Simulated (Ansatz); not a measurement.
## Li₃Pt: the change of energy above lowest point with volume scale

All results are calculated (Ansatz 0.2.0). Free energy against uniform scaling of the volume at fixed shape and fractions; periodic cell, basis, potentials, k mesh and filling as listed.

The cell before it is scaled or strained (space group I4/mmm, No. 139):
```
CELL_PARAMETERS angstrom
-1.96430 1.96430 3.64030
1.96430 -1.96430 3.64030
1.96430 1.96430 -3.64030
ATOMIC_POSITIONS crystal
Li 0.75000 0.25000 0.50000
Li 0.25000 0.75000 0.50000
Li 0.50000 0.50000 0.00000
Pt 0.00000 0.00000 0.00000
```

Settings of every row: functional PBEsol; dispersion none; potentials PAW; wave cutoff 500 eV; density cutoff 2000 eV; k mesh 8x8x8; k shift 0x0x0; occupations cold; smearing width 0.15 eV; spin none.

Limits: coarse k mesh, up to 40 meV an atom off; no spin-orbit coupling, which can matter with elements this heavy; the cell comes from a prototype or a list of computed structures and needn't be the stable phase.

```csv
row,volume scale,V (Å³/atom),energy above lowest point (meV/atom)
1,0.9,12.641,10.2
2,0.925,12.993,3.5
3,0.95,13.344,0.2
4,0.975,13.695,0
5,1,14.046,2.4
6,1.025,14.397,7.2
7,1.05,14.748,14
8,1.075,15.099,?
9,1.1,15.451,32.7
```

Question: what energy above lowest point should row 8 give?

Worked fit of energy above lowest point. Take u = (V_r/V)^(2/3) − 1 with V_r = 13.87 Å³ an atom, which is twice the finite (Eulerian) strain; such expansions in the strain, on which the Birch-Murnaghan equation of state is built, carry the rest volume and the bulk modulus. The shown rows have u = 0.06381, 0.04451, 0.02611, 0.0085, -0.00837, -0.02455, -0.04009, -0.06944. Least squares give energy above lowest point = 0.91 − 143.7 × u + 4531 × u² meV/atom; a straight line predicts inner rows, each left out in turn, worse (root mean square 6.2 against 0.044 meV/atom). All shown rows lie on it to the printed digit. Its lowest point lies at u = 0.0159, or V = 13.55 Å³ an atom, and the curvature there gives the bulk modulus at fixed shape and fractions, B = (4/9)(1 + u)² E″(u)/V = 49.2 GPa. Letting shape and atoms relax would as a rule lower it, by much in layered, chain or molecular crystals. The withheld row has u = -0.05503, so the fit gives 0.91 − 143.7 × (-0.05503) + 4531 × (-0.05503)² = 22.5 meV/atom.

The calculation gave 22.6 meV/atom. The fit lies 0.1 meV/atom (0.31 % of the column's range) below it, one unit of the last digit.
